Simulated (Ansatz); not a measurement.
## GaC3: the change of pressure with volume scale

Free energy against uniform scaling of the volume at fixed shape and fractions; periodic cell, basis, potentials, k mesh and filling as listed. The results are calculated, by Ansatz 0.2.0.

The cell before it is scaled or strained (space group Pm-3m, No. 221):
```
CELL_PARAMETERS angstrom
3.31890 0.00000 0.00000
0.00000 3.31890 0.00000
0.00000 0.00000 3.31890
ATOMIC_POSITIONS crystal
Ga 0.00000 0.00000 0.00000
C 0.00000 0.50000 0.50000
C 0.50000 0.00000 0.50000
C 0.50000 0.50000 0.00000
```

Settings of every row: functional LDA; dispersion none; potentials PAW; wave cutoff 517.02 eV; density cutoff 2068.1 eV; k mesh 7x7x7; k shift 0x0x0; occupations gaussian; smearing width 0.1 eV; spin none.

Limits: coarse k mesh, up to 40 meV an atom off; the cell comes from a prototype or a list of computed structures and needn't be the stable phase.

```
row  volume scale  V (Å³/atom)  pressure (GPa)  energy above lowest point (meV/atom)
  1          0.94        8.591            2.26                                   0.3
  2          0.96        8.774               ?                                     ?
  3          0.98        8.957           -5.03                                   3.8
  4             1         9.14           -8.09                                  11.3
  5          1.02        9.322          -10.82                                  22.2
  6          1.04        9.505          -13.24                                  35.9
  7          1.06        9.688          -15.37                                  52.3
```

Question: what pressure should row 2 give?

Worked fit of pressure. Take u = (V_r/V)^(2/3) − 1 with V_r = 9.231 Å³ an atom, which is twice the finite (Eulerian) strain; such expansions in the strain, on which the Birch-Murnaghan equation of state is built, carry the rest volume and the bulk modulus. The shown rows have u = 0.04907, 0.02029, 0.00663, -0.00652, -0.01931, -0.0317. Least squares give pressure = −9.497 + 206.64 × u + 671.7 × u² GPa; a straight line predicts inner rows, each left out in turn, worse (root mean square 0.45 against 0.0072 GPa). The rows lie off it by 0.00, 0.00, 0.01, 0.00, 0.00, 0.00. The pressure vanishes at u = 0.0406, or V = 8.696 Å³ an atom, and there the bulk modulus at fixed shape and fractions is B = −V dP/dV = (2/3)(1 + u) dP/du = 181 GPa. The withheld row has u = 0.03443, so the fit gives −9.497 + 206.64 × (0.03443) + 671.7 × (0.03443)² = -1.59 GPa.

The calculation gave -1.61 GPa. The fit lies 0.02 GPa (1.2 % of the value, 0.11 % of the column's range) above it; its largest miss of a shown row is 0.01 GPa.

The other values of row 2: energy above lowest point 0 meV/atom.
